# Sampling the anomalous Hall integral of L1₀ FePt: magnetic wedge, special meshes, random points

## 1. Symmetry of a magnet with spin-orbit coupling

**Conventions.** $S$ is the orthogonal matrix of a point operation and $R=(\det S)S$ its proper part, a rotation by $\theta$ about $\hat n$. Spinors transform with $U=e^{-i\theta\,\hat n\cdot\boldsymbol\sigma/2}$, and $U^\dagger\boldsymbol\sigma U=R\boldsymbol\sigma$. Time reversal is $T=i\sigma_yK$ (overall phase immaterial), with $T^2=-1$ and $T\boldsymbol\sigma T^{-1}=-\boldsymbol\sigma$; it sends $\mathbf k\to-\mathbf k$.

**Magnetic group of a ferromagnet.** $\mathbf M$ is axial and $T$-odd.

- $R\mathbf M=+\mathbf M$: $S$ is a unitary symmetry, $\mathbf k\to S\mathbf k$.
- $R\mathbf M=-\mathbf M$: $TS$ is an antiunitary symmetry, $\mathbf k\to-S\mathbf k$.

The surviving $S$ are those that keep the axis of $\mathbf M$. Inversion ($R=1$) is unitary, so in a centrosymmetric crystal the maps on $\mathbf k$ form exactly this stabiliser, of order $g=|G|/(\text{number of equivalent axes})$. For $O_h$: $48/3=16$, $48/4=12$, $48/6=8$ for $[001]$, $[111]$, $[110]$, half of each unitary. For FePt ($P4/mmm$, $|G|=16$): $g=16$ for $\mathbf M\parallel[001]$, the easy axis, and $g=8$ for $[100]$ or $[110]$.

**Integrand.** With $\mathbf A_n=i\langle u_n|\nabla_{\mathbf k}u_n\rangle$ and $\boldsymbol\Omega_n=\nabla\times\mathbf A_n$,
$$\sigma_{xy}=-\frac{e^2}{\hbar}\int\!\frac{d^3k}{(2\pi)^3}F(\mathbf k),\qquad F=\sum_nf_n\Omega_{n,z}.$$
The curvature is also axial and $T$-odd: $\boldsymbol\Omega(\pm S\mathbf k)=\pm R\,\boldsymbol\Omega(\mathbf k)$. The matrix $\pm R$ fixes $\hat{\mathbf M}$, so $\hat{\mathbf M}\cdot\boldsymbol\Omega$ is invariant. For $\mathbf M\parallel z$, $F$ is summed with ordinary star weights, and $\Omega_x,\Omega_y$ cancel within each star. The wedge sum equals the full-mesh sum: reduction changes cost only.

## 2. Work and memory

All choices evaluate $F$ at $P$ points with the same work $w$ each, so $W=Pw$. With $N_G$ plane waves and $N_b$ spinor bands, orthogonalisation and velocity matrix elements give $w\sim2N_GN_b^2$, and one point stores $2N_GN_b$ complex numbers. Compiled room-temperature constants (Sawada 2023), $a=2.7268$ Å and $c=3.7261$ Å, give $V=a^2c=27.71$ Å$^3$. An assumed cutoff of 400 eV gives $N_G=Vk_{\max}^3/6\pi^2=503$. With an assumed $N_b=40$, $w\sim1.6\times10^6$ multiply-adds and the storage is 0.64 MB per point at 16 bytes a number. Memory is independent of $P$ if points are streamed, and proportional to $P$ if states are kept. Building stars costs about $g^2=256$ small integer matrix-vector products per irreducible point, which is negligible against $w$.

Point counts for an $N\times N\times L$ mesh ($N=2n$, $L$ even); the group acts as $C_{4v}\times\{1,m_z\}$:

- G, $\Gamma$-centred: $P_G=\tfrac12(n+1)(n+2)(L/2+1)$.
- S, shifted by half a step in each direction (even Monkhorst–Pack): $P_S=\tfrac12n(n+1)\,L/2$, a reduction by $16N/(N+2)$. Unitary elements alone give $N^2L/8$.
- B, the average of G and S (a body-centred mesh): $P_B=P_G+P_S$.

## 3. How the deviation falls

Write $F=\sum_{\mathbf R}F_{\mathbf R}e^{i\mathbf k\cdot\mathbf R}$. A mesh average keeps only $\mathbf R=(Nan_1,Nan_2,Lcn_3)$; the half-step shift adds a phase:
$$\delta_{G,S}=\sum_{\mathbf n\neq0}(\pm1)^{n_1+n_2+n_3}F_{\mathbf R}/F_0,\qquad\delta_B=\tfrac12(\delta_G+\delta_S).$$
B removes every term with odd $n_1+n_2+n_3$. If $F$ is analytic within a distance $\kappa$ of real $\mathbf k$, the coefficients fall exponentially with rate $\kappa$.

Random points give a relative rms deviation $\sqrt{\mathcal V/P}$, with $\mathcal V=\sum_{\mathbf R\ne0}|F_{\mathbf R}/F_0|^2$ (Parseval). An invariant $F$ has the same distribution in the wedge as in the zone, so symmetry buys nothing here.

## 4. Solvable hot-spot model

A nodal line along $k_z$ in a vertical mirror plane is gapped once spin-orbit coupling with $\mathbf M\parallel z$ leaves that mirror only antiunitary. Locally $H=\hbar v(q_x\tau_1+q_y\tau_2)+\Delta\tau_3$. The lower band has
$$\Omega_z=\frac{\kappa}{2(q^2+\kappa^2)^{3/2}},\qquad\kappa=\frac{\Delta}{\hbar v}.$$
Integration over $q_y$ gives $\kappa/(q_x^2+\kappa^2)$, whose transform is $\pi e^{-\kappa|R|}$; by isotropy this is the two-dimensional transform. The line contributes mainly where the Fermi level lies in its gap. Model this by a window $\kappa^2/(k_z^2+\kappa^2)$, with transform $\pi\kappa e^{-\kappa|R_z|}$. Define $F$ as this product, placed on the star $(\pm\pi/2a,0,0)$, $(0,\pm\pi/2a,0)$ and repeated periodically.

**Exact answer.** $|\sigma_{xy}|=4\,(e^2/\hbar)\,\pi\cdot\pi\kappa/(2\pi)^3=e^2\kappa/h$. Assumed $\Delta=0.1$ eV and $\hbar v=2$ eV Å give $\kappa=0.05$ Å$^{-1}$ and the model's value 194 S/cm. The typical intrinsic value for FePt is of order $10^3$ S/cm, so one star falls short roughly fivefold. Only relative deviations are used below.

**Mesh sums.** For $\mathbf R=(am_1,am_2,cm_3)$, $F_{\mathbf R}/F_0=s\,e^{-\kappa(|\mathbf R_\parallel|+|R_z|)}$ with $s=\tfrac12[\cos(\pi m_1/2)+\cos(\pi m_2/2)]$. For $N$ divisible by 4, $s=1$ on all aliases. With $x=\kappa aN$, $y=\kappa cL$ ($\kappa a=0.1363$, $\kappa c=0.1863$):
$$1+\delta_G=A_+\coth\tfrac y2,\quad1+\delta_S=A_-\tanh\tfrac y2,\quad A_\pm=\sum_{n_1n_2}(\pm1)^{n_1+n_2}e^{-x\sqrt{n_1^2+n_2^2}}.$$
Leading terms: $\delta_{G,S}\approx\pm(4e^{-x}+2e^{-y})$ and $\delta_B\approx4e^{-\sqrt2x}$. Minimising $x^2y$ at fixed $\delta_{G,S}$ gives $xe^{-x}=ye^{-y}$, so $x=y$: equal spacing in Å$^{-1}$. Take $L=3N/4$ ($y/x=1.025$). For tolerance $\epsilon\to0$ and $x=y$,
$$P_{G,S}\simeq\frac{\ln^3(6/\epsilon)}{g\,\kappa^3V},\qquad P_B\simeq\frac{\ln^3(4/\epsilon)}{\sqrt2\,g\,\kappa^3V},\qquad P_{\rm rand}=\frac{\mathcal V}{\epsilon^2}.$$
At fixed budget, reduction multiplies the exponent $x$ by $g^{1/3}=2.52$. The variance is $\mathcal V=\coth(\kappa c)\sum_{m_1m_2}s^2e^{-2\kappa a\sqrt{m_1^2+m_2^2}}-1=115$.

| $N$ | $L$ | $N^2L$ | $P_G$ | $P_S$ | $P_B$ | $\delta_G$ (%) | $\delta_S$ (%) | $\delta_B$ (%) |
|---|---|---|---|---|---|---|---|---|
| 16 | 12 | 3072 | 315 | 216 | 531 | 120 | −41.1 | 39.4 |
| 24 | 18 | 10368 | 910 | 702 | 1612 | 29.0 | −17.2 | 5.91 |
| 32 | 24 | 24576 | 1989 | 1632 | 3621 | 8.50 | −6.40 | 1.05 |
| 40 | 30 | 48000 | 3696 | 3150 | 6846 | 2.67 | −2.26 | 0.202 |
| 48 | 36 | 82944 | 6175 | 5400 | 11575 | 0.861 | −0.779 | 0.0408 |
| 56 | 42 | 131712 | 9570 | 8526 | 18096 | 0.282 | −0.265 | 0.0085 |
| 64 | 48 | 196608 | 14025 | 12672 | 26697 | 0.0929 | −0.0893 | 0.0018 |

In this model S is cheaper and closer than G in every row.

## 5. Choices among the tabulated meshes

**Cheapest for a stated accuracy** (work in units of $w$; unreduced B costs $2N^2L$; random figures are one standard deviation).

| $\epsilon$ | cheapest | $P$ | runner-up | same mesh unreduced | saving | random |
|---|---|---|---|---|---|---|
| 10 % | B24 | 1612 | S32, 1632 | 20736 | 12.9 | $1.15\times10^4$ |
| 1 % | S48 | 5400 | G48, 6175 | 82944 | 15.4 | $1.15\times10^6$ |
| 0.1 % | B48 | 11575 | S64, 12672 | 165888 | 14.3 | $1.15\times10^8$ |

The 10 % row is practically a tie. At 1 %, B32 misses narrowly and B40 overshoots, an effect of the coarse steps in $N$. Random points undercut the unreduced mesh at 10 % but never the wedge.

**Best inside a budget** ($|\delta|$).

| budget $P$ | magnetic wedge | unreduced | random |
|---|---|---|---|
| 1000 | S24, 17.2 % | none tabulated | 34 % |
| 4000 | B32, 1.05 % | S16, 41.1 % | 17 % |
| 12000 | B48, 0.0408 % | S24, 17.2 % | 9.8 % |

The full magnetic group saves a factor 12.9 to 15.4 at no loss. Omitting the antiunitary half nearly doubles the cost: S48 needs 10368 points, a factor 1.92. The type of mesh matters less, a factor $\sqrt2$ in the limit of small $\epsilon$ at equal spacing. B has slack along $k_z$, where its next terms are $8e^{-x-y}+2e^{-2y}$, so a smaller $L$ can lower $P_B$ further.

## 6. Limits

- Spot position. Elsewhere in the zone $|s|\le1$ and $|\delta|\le\delta_G$ of the table. The ordering of S and G does not transfer; the cancellation of odd terms in B does.
- Fermi surface. Fermi–Dirac occupation has poles at distance $\pi k_BT/\hbar v$. For an assumed $k_BT=0.025$ eV this is 0.039 Å$^{-1}$, below $\kappa$. It then sets the rate and raises the asymptotic mesh costs by $(\kappa\hbar v/\pi k_BT)^3=2.1$. With step occupation the decay is algebraic, and only the factor $g$ carries over.
- Gap size. Mesh costs scale as $\Delta^{-3}$, so halving the smallest relevant gap costs a factor 8.
- In-plane magnetisation. $g=8$ doubles the asymptotic wedge cost at equal $\kappa$, and the invariant integrand is the curvature component along $\mathbf M$.
- Over-reduction. Imposing pure $T$ pairs $\boldsymbol\Omega(-\mathbf k)=-\boldsymbol\Omega(\mathbf k)$ and returns zero, a deviation of 100 % at any $N$.